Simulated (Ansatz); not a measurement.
## CuO₂: pressure and energy above lowest point against volume per atom

All results are calculated (Ansatz 0.2.0 development build). Equation of state of a cubic crystal from periodic Kohn-Sham density functional theory without spin; pressure corrected for the finite basis.

Cell of the first row (space group Fm-3m, No. 225):
```
CELL_PARAMETERS angstrom
0.00000 2.36750 2.36750
2.36750 0.00000 2.36750
2.36750 2.36750 0.00000
ATOMIC_POSITIONS crystal
Cu 0.00000 0.00000 0.00000
O 0.25000 0.25000 0.25000
O 0.75000 0.75000 0.75000
```

Settings of every row: formula CuO2; structure type fluorite; functional PBE; spin treatment none; k mesh 13x13x13; occupation method fermi-dirac; occupation width 0.061225619 eV; wave cutoff 420 eV; datasets soft-1 PAW; density cutoff ratio 4.

Limits: a cubic model structure, not a phase known at ambient conditions; modest k-mesh, values are not fully converged in k; no spin polarisation, a magnetic state may lie lower.

```csv
row,volume per atom (Å³),pressure (GPa),energy above lowest point (meV/atom)
1,8.846,12.418,20.64
2,9.035,7.793,8.81
3,9.223,3.677,2.12
4,9.411,0.008,0
5,9.599,?,?
6,9.787,-6.162,7.5
7,9.976,-8.746,16.29
```

Question: what pressure and energy above lowest point should row 5 give?

Worked fit of pressure. Take u = (V_r/V)^(2/3) − 1 with V_r = 9.317 Å³ an atom, which is twice the finite (Eulerian) strain; such expansions in the strain, on which the Birch-Murnaghan equation of state is built, carry the rest volume and the bulk modulus. The shown rows have u = 0.03519, 0.0207, 0.00678, -0.00667, -0.03228, -0.04454. Least squares give pressure = 1.7911 + 272.715 × u + 823.18 × u² + 259 × u³ GPa; a parabola predicts inner rows, each left out in turn, worse (root mean square 0.0052 against 0.0026 GPa). The rows lie off it by -0.001, 0.002, -0.001, -0.001, 0.001, -0.001. The pressure vanishes at u = -0.0067, or V = 9.411 Å³ an atom, and there the bulk modulus at fixed shape and fractions is B = −V dP/dV = (2/3)(1 + u) dP/du = 173 GPa. The withheld row has u = -0.01968, so the fit gives 1.7911 + 272.715 × (-0.01968) + 823.18 × (-0.01968)² + 259 × (-0.01968)³ = -3.259 GPa.

The calculation gave -3.257 GPa. The fit lies 0.002 GPa (0.0095 % of the column's range) below it; its largest miss of a shown row is 0.002 GPa.

Worked fit of energy above lowest point. Take u = (V_r/V)^(2/3) − 1 with V_r = 9.317 Å³ an atom, which is twice the finite (Eulerian) strain; such expansions in the strain, on which the Birch-Murnaghan equation of state is built, carry the rest volume and the bulk modulus. The shown rows have u = 0.03519, 0.0207, 0.00678, -0.00667, -0.03228, -0.04454. Least squares give energy above lowest point = 0.533 + 155.9 × u + 11650.3 × u² + 4582 × u³ meV/atom; a parabola predicts inner rows, each left out in turn, worse (root mean square 0.088 against 0.03 meV/atom). The rows lie off it by -0.01, 0.02, -0.01, -0.01, 0.01, -0.01. Its lowest point lies at u = -0.0067, or V = 9.412 Å³ an atom, and the curvature there gives the bulk modulus at fixed shape and fractions, B = (4/9)(1 + u)² E″(u)/V = 173 GPa. The withheld row has u = -0.01968, so the fit gives 0.533 + 155.9 × (-0.01968) + 11650.3 × (-0.01968)² + 4582 × (-0.01968)³ = 1.94 meV/atom.

The calculation gave 1.92 meV/atom. The fit lies 0.02 meV/atom (1 % of the value, 0.097 % of the column's range) above it; its largest miss of a shown row is 0.02 meV/atom.
